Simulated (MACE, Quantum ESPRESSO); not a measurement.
# Pressure, energy and gap of 71SiO2-29BaO glass between −6 % and +6 % volume: plane-wave PBE and MACE MP-0b3

A barium silicate glass used as a seal or an insulating layer is squeezed or stretched by the parts it joins. Its design needs the pressure that a given volume change produces, the energy stored, and any shift of the electronic gap. We compare two levels on five volumes of one 65-atom glass cell: plane-wave PBE in Quantum ESPRESSO, and the machine-learned potential MACE MP-0b3, which costs far less. Volume changes and energies count from the unchanged cell at 3.44 g/cm³, the energies separately at each level. Positive pressure means that the cell pushes outward. Both levels use the same atomic positions, relaxed with a third set-up, CP2K with PBE and a double-zeta basis.

## Calculations

One cell of 65 atoms: 65 atoms (17 Si, 7 Ba, 41 O) placed at random at 3.34 g/cm³, melted at 4000 K for 10 ps at fixed volume with the Morse and Coulomb pair potential with partial charges (Pedone, Malavasi, Menziani, Cormack and Segre, J. Phys. Chem. B 110, 11780 (2006)). Quenched from 4000 K to 300 K at 100 K/ps and fixed volume, held 10 ps at zero pressure. Then the atoms were relaxed with MACE MP-0b3 medium in the fixed cell. Then the atoms were relaxed with CP2K double zeta, PBE. After each change the atoms were relaxed again in the fixed cell, first with MACE MP-0b3 medium and then with CP2K double zeta, PBE. All levels are single points on the same geometries, without spin polarisation; k-points Γ alone, a smearing of 0.05 eV. Levels: Quantum ESPRESSO 7.5, PBE, SSSP efficiency 1.3.0 pseudopotentials, plane waves (wave cutoff 816 eV); machine-learned interatomic potential MACE MP-0b3 medium, trained on PBE(+U) plane-wave data. In the run that the rows count from, the cell has a density of 3.44 g/cm³, a pressure of 0.9 GPa and a spacing of 3.97 eV between highest filled and lowest empty level, and its k-points sample 10 Å along the shortest periodic direction.

Notes on method and selection:

- The geometry at each volume comes from a relaxation with CP2K double zeta, PBE, so both tabled levels carry forces on it.
- The atoms move between rows by the relaxation with CP2K, PBE, so at neither tabled level is the pressure exactly the slope of the energy along the series.
- The k-points sample a periodic length of only 10 Å along the shortest direction; all electronic-structure levels share this error.
- The gap is read on the run's k-points alone; semilocal functionals tend to put gaps under measured ones.
- The open machine-learned potentials were trained mostly on computed crystals (Materials Project trajectories and like sets), at PBE and PBE+U unless another functional is named.
- One small sample stands for the material.
- Where atoms are relaxed at each volume, a cell can fall into another minimum, and loose force tolerances leave some of the strain unrelaxed.
- Levels beyond about forty rows are left out, to keep the table short.
- Runs that did not converge, have known faults or may not be shown are not listed, and runs on Ansatz's PAW sets soft_1 and soft_2 are kept to separate tables.

Columns:

- volume change (%): change of the cell's volume, all axes scaled alike.
- volume (Å³/atom): volume per atom.
- pressure (GPa): pressure, a third of the trace of the stress, positive under compression, without a kinetic term.
- energy (meV/atom): energy per atom less that of the unchanged cell at the same level.
- gap (eV): Kohn-Sham gap: lowest empty less highest filled level over the k-points of the run.

## Numbers

```
member  volume change (%)  volume (Å³/atom)  pressure (GPa), Quantum ESPRESSO, PBE  pressure (GPa), MACE MP-0b3 medium  energy (meV/atom), Quantum ESPRESSO, PBE  energy (meV/atom), MACE MP-0b3 medium  gap (eV), Quantum ESPRESSO, PBE
−6 %    −6                 14.6083           3.330                                  3.355                               16.388                                    14.211                                 4.019
−3 %    −3                 15.0745           2.137                                  2.162                               6.516                                     5.378                                  4.004
+0 %    0                  15.5407           0.899                                  0.919                               0.000                                     0.000                                  3.967
+3 %    3                  16.0069           −0.338                                 −0.339                              −2.605                                    −1.820                                 3.848
+6 %    6                  16.4732           −1.422                                 −1.463                              −1.764                                    −0.012                                 3.792
```

Least-squares fits to the whole series, with x = volume change (%); R² and errors in the fitted variable (y, or ln y where the fit is in ln y):

```
y                  level                  members  fit                                    R²    rms residual  leave-one-out rms  the same for the mean of the others
pressure (GPa)     Quantum ESPRESSO, PBE  5        y = 0.8899 − 0.3993 x + 0.001738 x²    1.00  0.029         0.12               2.1
pressure (GPa)     MACE MP-0b3 medium     5        y = 0.9092 − 0.4046 x + 9.762×10⁻⁴ x²  1.00  0.027         0.11               2.1
energy (meV/atom)  Quantum ESPRESSO, PBE  5        y = 0.08743 − 1.514 x + 0.2011 x²      1.00  0.056         0.14               8.9
energy (meV/atom)  MACE MP-0b3 medium     5        y = 0.0028286 − 1.1881 x + 0.19714 x²  1.00  0.025         0.10               7.3
```

## The trend and its physics

From −6 % to +6 % the pressure falls at every step, from 3.330 to −1.422 GPa in Quantum ESPRESSO, and MACE stays within 0.041 GPa of it. The energies agree less well: at −6 % they are 16.388 and 14.211 meV/atom. Of the five volumes, +3 % has the lowest energy at both levels.

The PBE gap narrows at every step, from 4.019 to 3.792 eV; MACE has no electronic levels. A possible cause is that expansion weakens both the ionic potential and the overlap between cations and oxygen, which hold the empty levels above the filled oxygen 2p levels. More than half of the change, 0.119 eV, comes between 0 and +3 %, so we give no linear rule for the gap.

For pressure and energy a model with three parameters is enough. Let $e$ be the fractional volume change, $V_0$ the volume per atom at $e=0$, and $E$ the energy per atom.

First, we assume a constant stiffness $B$:

$$P = P_0 - B\,e$$

Second, the energy changes by the work of the pressure and by the work of forces left on the atoms. The stress is strongly anisotropic, but all axes are scaled alike, so only its mean does work. With $\mathbf{u}$ the atomic displacements beyond uniform scaling, and the force term taken per atom,

$$dE = -P\,dV - \sum \mathbf{F}\cdot d\mathbf{u}$$

Third, we assume that the force term is proportional to the volume change, $\sum \mathbf{F}\cdot d\mathbf{u} = q\,dV$, so that $q$ acts as a constant extra pressure seen only by the energy. With $dV = V_0\,de$, integration from $e=0$ gives

$$E = -V_0\left[(P_0+q)\,e - \tfrac{1}{2}B\,e^2\right]$$

Since 1 GPa Å³ is 6.24 meV, $V_0$ = 15.5407 Å³ corresponds to 15.5407 × 6.24 = 97.0 meV/GPa.

## The model against the table

We fix the parameters on the −3 % and +3 % members and predict the other three.

**Quantum ESPRESSO, PBE**

- $P_0$ = (2.137 − 0.338) / 2 = 0.8995 GPa
- $B$ = (2.137 + 0.338) / 0.06 = 41.25 GPa
- $P_0+q$ = (6.516 + 2.605) / (97.0 × 0.06) = 1.567 GPa, so $q$ = 1.567 − 0.8995 = 0.67 GPa

At −6 % the pressure is 0.8995 + 41.25 × 0.06 = 3.37 GPa (table 3.330). The energy is 97.0 × (1.567 × 0.06 + 41.25 × 0.0018) = 16.32 meV/atom (table 16.388).

At 0 % the pressure is $P_0$, 0.90 GPa (table 0.899); the energy is zero by definition.

At +6 % the pressure is 0.8995 − 41.25 × 0.06 = −1.58 GPa (table −1.422). The energy is 97.0 × (−1.567 × 0.06 + 41.25 × 0.0018) = −1.92 meV/atom (table −1.764).

**MACE MP-0b3**

- $P_0$ = (2.162 − 0.339) / 2 = 0.9115 GPa
- $B$ = (2.162 + 0.339) / 0.06 = 41.68 GPa
- $P_0+q$ = (5.378 + 1.820) / (97.0 × 0.06) = 1.237 GPa, so $q$ = 1.237 − 0.9115 = 0.33 GPa

At −6 % the pressure is 0.9115 + 41.68 × 0.06 = 3.41 GPa (table 3.355), and the energy is 97.0 × (1.237 × 0.06 + 41.68 × 0.0018) = 14.48 meV/atom (table 14.211).

At 0 % the pressure is 0.91 GPa (table 0.919).

At +6 % the pressure is 0.9115 − 41.68 × 0.06 = −1.59 GPa (table −1.463), and the energy is 97.0 × (−1.237 × 0.06 + 41.68 × 0.0018) = 0.08 meV/atom (table −0.012).

The rms pressure miss over the three predicted members is about 0.09 GPa or less at each level, against 2.1 GPa for the mean of the other members. The energy misses stay below 0.3 meV/atom, against 8.9 and 7.3.

## Outliers

Largest departures from the fit to the whole series:

```
member  level                  pressure (GPa)  fit     computed − fit  in rms residuals
+3 %    MACE MP-0b3 medium     −0.339          −0.296  −0.043          1.6
+3 %    Quantum ESPRESSO, PBE  −0.338          −0.292  −0.046          1.6
−3 %    Quantum ESPRESSO, PBE  2.137           2.103   +0.034          1.2
−3 %    MACE MP-0b3 medium     2.162           2.132   +0.030          1.1
```

The largest miss in pressure is at +6 %, where the computed values lie above the model by roughly 0.15 GPa in Quantum ESPRESSO and roughly 0.13 GPa in MACE. Constant stiffness fails there: in Quantum ESPRESSO the last step gives 1.084 / 0.03 = 36.1 GPa, the step before it 1.237 / 0.03 = 41.2 GPa. Incomplete relaxation or a move to another minimum could contribute.

A model without $q$ would fail much more badly. For Quantum ESPRESSO at +6 % it gives 97.0 × (−0.8995 × 0.06 + 41.25 × 0.0018) = +1.97 meV/atom, against −1.764 in the table. The assumption at fault would be that the atoms rest at a minimum of the tabled level.

One possible source is Si–O bonds that the double-zeta basis makes slightly too long. The tabled levels would then pull them shorter, and expansion lets the network open by turning its tetrahedra instead of stretching those bonds, which gives $q$ the positive sign found. In Quantum ESPRESSO the finite plane-wave cutoff can add to $q$, because it makes the pressure from the stress too low.

## Rules of thumb and their limits

For this one small sample, a constant stiffness of about 41 GPa describes the pressure at the five volumes from −6 % to +6 % at both levels. MACE can stand in for plane-wave PBE for the mean pressure on given geometries of this cell. That does not carry over to energies or to relaxing the atoms, since its forces differ clearly from those of Quantum ESPRESSO.

Two errors of PBE outweigh the differences discussed here. It tends to make the volume of oxides a few per cent too large, which at this stiffness means roughly 1 GPa too much pressure at a given volume, while the two levels differ by at most 0.041 GPa. It also puts the gap too low, probably by 2 eV or more, while the whole series spans 0.227 eV.

[Logs are printed without paths, hosts, clocks, repeated set-up lines and the standing remarks that a program may print on its own settings, such as how far it seeks lower states.]
